Question

In aluminium nitride, a pressure of 1 GPa changes the volume by about half a percent and the bond length by a third of that. An energy that climbs by 1 meV for every Å³ of added volume acts as an inward pressure of 0.16 GPa. Together, these two conversions turn a small error in the energy curve into a shift of the volume.

The table compares five density-functional calculations of AlN in the zincblende structure, all with the PBE functional. They differ in the potentials that stand for the nuclei and their inner electrons, and in the cutoff, which sets how fine a detail the plane-wave basis can draw. Each run computed the energy at the same seven volumes, and a Birch-Murnaghan curve through them gave the equilibrium volume V₀, the bulk modulus B and its slope B′, the rate at which B rises with pressure.

ABINIT plane-wave DFT calculations with the PBE functional for zincblende AlN (2-atom cell, static lattice), without spin polarisation, on a 10×10×10 k mesh with Fermi-Dirac smearing of 0.05 eV. The basis column gives the plane-wave cutoff; the equilibrium volume, bulk modulus and its pressure slope come from a Birch-Murnaghan fit to energies at seven volumes.

```
                        potentials    basis  equilibrium volume (Å³/atom)  bulk modulus (GPa)  bulk modulus slope
PseudoDojo NC SR PBE v0.5 standard  1143 eV                        10.652              192.90               3.920
                  SPMS NC PBE v1.0   925 eV                        10.670              193.10               3.900
                  JTH PAW PBE v2.0   544 eV                        10.677              197.90               3.570
                  JTH PAW PBE v2.0   844 eV                        10.694              194.10               3.950
                  JTH PAW PBE v2.0   680 eV                        10.697              194.10               3.840
```

Two comparisons of the energy curves are supplied. With the JTH potentials, the energy at 544 eV lies above that at 844 eV by 35.1 meV per atom at the smallest volume, 9.79 Å³ per atom, and by 37.6 meV at the largest, 11.04 Å³. With JTH at 844 eV in place of PseudoDojo, the energy changes with volume as if an extra outward pressure acted on the crystal, 1.1 GPa at the compressed end and 0.7 GPa at the expanded end.

(a) The 544 eV run misses some 36 meV per atom. Estimate how far this moves its equilibrium volume.

(b) Why does the same run have both the highest modulus and the lowest slope?

(c) Why do JTH at 844 eV and PseudoDojo still disagree, and why is the crystal with the larger volume also the stiffer one?

Model answer

(a) A basis that is too coarse leaves the energy too high. Most of the missing energy belongs to the rapidly varying part of the electron waves close to the nuclei, which changes little when the crystal is stretched. An error that is the same at every volume lifts the whole curve and leaves its minimum in place. Only the part that varies with volume can move it.

Near its minimum the energy per atom is a parabola, and the error X can be taken as a straight line of slope g:

E(V) ≈ E₀ + B (V − V₀)² / (2 V₀)

X(V) ≈ X₀ + g V

Setting the slope of the sum to zero gives the shift of the minimum:

ΔV = −g V₀ / B

The constant X₀ has dropped out. The slope g is the growth of the error divided by the range of volume, (37.6 − 35.1) meV / (11.04 − 9.79) Å³ = 2.0 meV/Å³, which is a pressure of about 0.32 GPa. With V₀ = 10.694 Å³ and B = 194.1 GPa from the 844 eV run:

ΔV ≈ −(0.32 / 194.1) × 10.694 Å³ ≈ −0.018 Å³ per atom

The table has −0.017 Å³. An energy error of tens of meV has thus moved the volume by less than 0.2 percent, because nearly all of it cancels.

(b) The error at 544 eV grows unevenly as well as slowly. It rises by 0.6 meV over the first step in volume and by only 0.1 meV over the second. The standard explanation is that the basis holds a whole number of plane waves: as the cell expands at a fixed cutoff, new waves enter in jumps. A finer basis makes each jump matter less.

The modulus is a curvature, so it suffers more from such unevenness than the volume does. Between the minimum and the most expanded volume the energy climbs by only about 7 meV per atom. The computed points of the 544 eV run scatter about their fitted curve by roughly 0.1 meV, already more than a percent of that climb. A modulus that is 2 percent too high is therefore no surprise. Not all of the excess of 3.8 GPa comes from the unevenness, though. The steady inward pressure of 0.32 GPa found in (a) stiffens the crystal by B′ times that pressure, a little over 1 GPa, and the uneven part of the error supplies the rest.

The low slope is the other face of the same fault. A fit fixes the stiffness best near the middle of its volumes, and here the middle lies on the compressed side of the minimum. An error that tilts the stiffness curve about that region and makes it too high at the minimum therefore also makes it rise too slowly under pressure. With the stiffness at pressure P written roughly as B + B′P, the 544 and 844 eV runs cross at

P ≈ (197.9 − 194.1) GPa / (3.95 − 3.57) ≈ 10 GPa

That pressure corresponds to a compression of about 5 percent, well inside the range of volumes used. There the two runs agree on the stiffness; they disagree on how to divide it between a starting value and a slope. The odd modulus and the odd slope are one error of the basis and no property of AlN.

(c) Here the cutoff is not the main cause. Going from 680 to 844 eV changes the JTH volume by only 0.003 Å³, whereas changing from PseudoDojo to JTH at 844 eV changes it by 0.042 Å³. For PseudoDojo, the volume at which the computed stress vanishes coincides with the volume of lowest energy, a good sign that its basis is nearly complete. What remains is chiefly a difference between the potentials.

The supplied pressures show how this difference works. An extra outward push of about 0.8 GPa near the minimum enlarges the volume by about 0.4 percent, as the table shows. Because the push grows when the crystal is squeezed, it also adds resistance to compression. Two effects then compete. The larger volume by itself softens the crystal by B′ times the push, about 3 GPa. The growth of the push under compression adds about 4 GPa, so the modulus ends up higher, by 1.2 GPa in the table.

The origin of the push probably lies close to the atoms. Both sets treat three electrons of aluminium and five of nitrogen explicitly and replace the rest by a fixed core, but they reproduce the effect of that core in different ways. Compression drives more of the neighbours' electron density into this region, so a small difference there should count for more. This reading fits the growth of the push, though the energies alone do not locate it in space.

Remarks on the reasoning

The close agreement in (a) should be read for what it is. The estimate and the tabulated shift come from the same energies, so their match confirms that the constant part of the error cancels; it is no independent prediction. The straight line also smooths over the uneven steps that matter in (b). It works for the volume, which depends on the average slope of the error, but gives only about a third of the rise in the modulus, which also depends on how that slope changes.

A good answer does not assume that the volume approaches its final value from one side. The JTH volume rises from 544 to 680 eV and then falls by a hair at 844 eV. The shift has the opposite sign to g, and g changes sign between the cutoffs: at 680 eV the excess over the 844 eV energy shrinks from 1.0 meV per atom at the smallest volume to 0.7 meV at the largest. The order of the two higher cutoffs therefore reflects a small basis error, and the useful result is that their volumes and moduli agree; the modulus slope still moves, from 3.84 to 3.95.

The SPMS row shows why the way of finding the minimum matters. Its computed stress vanishes at a volume 0.054 Å³ below the minimum of its energy curve, a gap wider than the whole spread of the table. The stress is evaluated with a fixed set of plane waves, which becomes coarser as the cell is stretched; the rise in energy that this causes appears as a false inward pull, known as Pulay stress. For a cell relaxation that follows the stress, such a basis is too small, while the fitted energy curve is much less affected. How much of the remaining 0.018 Å³ between SPMS and PseudoDojo comes from the basis and how much from the potential is open, since SPMS was run at one cutoff.

The same row warns against ranking runs by cutoff across different potentials. SPMS at 925 eV still shows a clear error in the stress, while JTH at the lower cutoff of 844 eV shows almost none. Norm-conserving potentials such as SPMS and PseudoDojo generally need a finer basis than PAW, which handles the sharp detail near the nuclei separately. A cutoff is a measure of quality only within one set.

For practical use, the spread of 0.4 percent in volume, or 0.0025 Å in bond length between PseudoDojo and JTH at 844 eV, measures how well the runs agree with one another. It is not their distance from a real sample. All five share the PBE functional, which usually makes crystals somewhat too large, and a lattice without thermal or zero-point motion. They also describe zincblende AlN, whereas the stable form is wurtzite.
